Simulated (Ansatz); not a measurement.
## Redistribution: C3H3F3 + C4H4F4 → C3H4F2 + C4H3F5

Species: C3H3F3 `FC1CC1(F)F`, singlet; C4H4F4 `FC1CC(F)C1(F)F`, singlet; C3H4F2 `FC1(F)CC1`, singlet; C4H3F5 `FC1CC(F)(F)C1(F)F`, singlet. The partners trade F for H; both sit on C, so the bond types are kept.

Shapes, held fixed at every level: PBE0-D4/def2-TZVP. Programs: Ansatz 0.2.0. The zero-point and thermal change to 298 K, harmonic and unscaled (PBE0-D4/def2-TZVP), is -0.9 kJ/mol.

```
               level                    kind  ΔH(298 K) (kJ/mol)  less CCSD(T)/CBS estimate
   PBE-D4/def2-TZVPP                     GGA               -51.4                       +1.8
r2SCAN-D4/def2-TZVPP                meta-GGA               -57.0                       -3.8
 B3LYP-D4/def2-TZVPP           global hybrid               -50.1                       +3.1
 BHLYP-D4/def2-TZVPP           global hybrid               -52.5                       +0.7
  PBE0-D4/def2-TZVPP           global hybrid               -53.7                       -0.5
  wB97X-V/def2-TZVPP  range-separated hybrid               -53.3                       -0.1
CCSD(T)/CBS estimate   coupled cluster or CI               -53.2                        0.0
```

The highest level, CCSD(T)/CBS estimate, gives ΔH(298 K) = -53.2 kJ/mol; the levels span -57.0 to -50.1. The column of differences is taken from that level and isn't an error. No measured value is set beside it here. The CBS estimate extrapolates MP2 from def2-TZVPP and def2-QZVPP and adds CCSD(T) − MP2 in the triple-zeta set, cores frozen.

Moving the fluorine from the three-membered to the four-membered ring is clearly exothermic, at -53.2 kJ/mol at the highest level, and every functional agrees on the sign and rough size. The exchange turns a CHF carbon of the cyclobutane into CF2 while the cyclopropane keeps its CF2 group, so one geminal fluorine pair is gained. Such pairs are stabilised by donation from a fluorine lone pair into the neighbouring C–F antibonding orbital. The number of vicinal fluorine pairs is unchanged, so their repulsion should largely cancel, though not fully, given the different torsions in the two rings. Ring size probably adds to the driving force: the exocyclic bonds of cyclopropane use carbon orbitals rich in s character, whereas electronegative fluorine prefers carbon p character.

The deviations follow no ladder of functional types, as PBE lies closer to the coupled-cluster value than r2SCAN or B3LYP. The total reaction enthalpy alone can't separate the geminal contribution from that of ring strain.
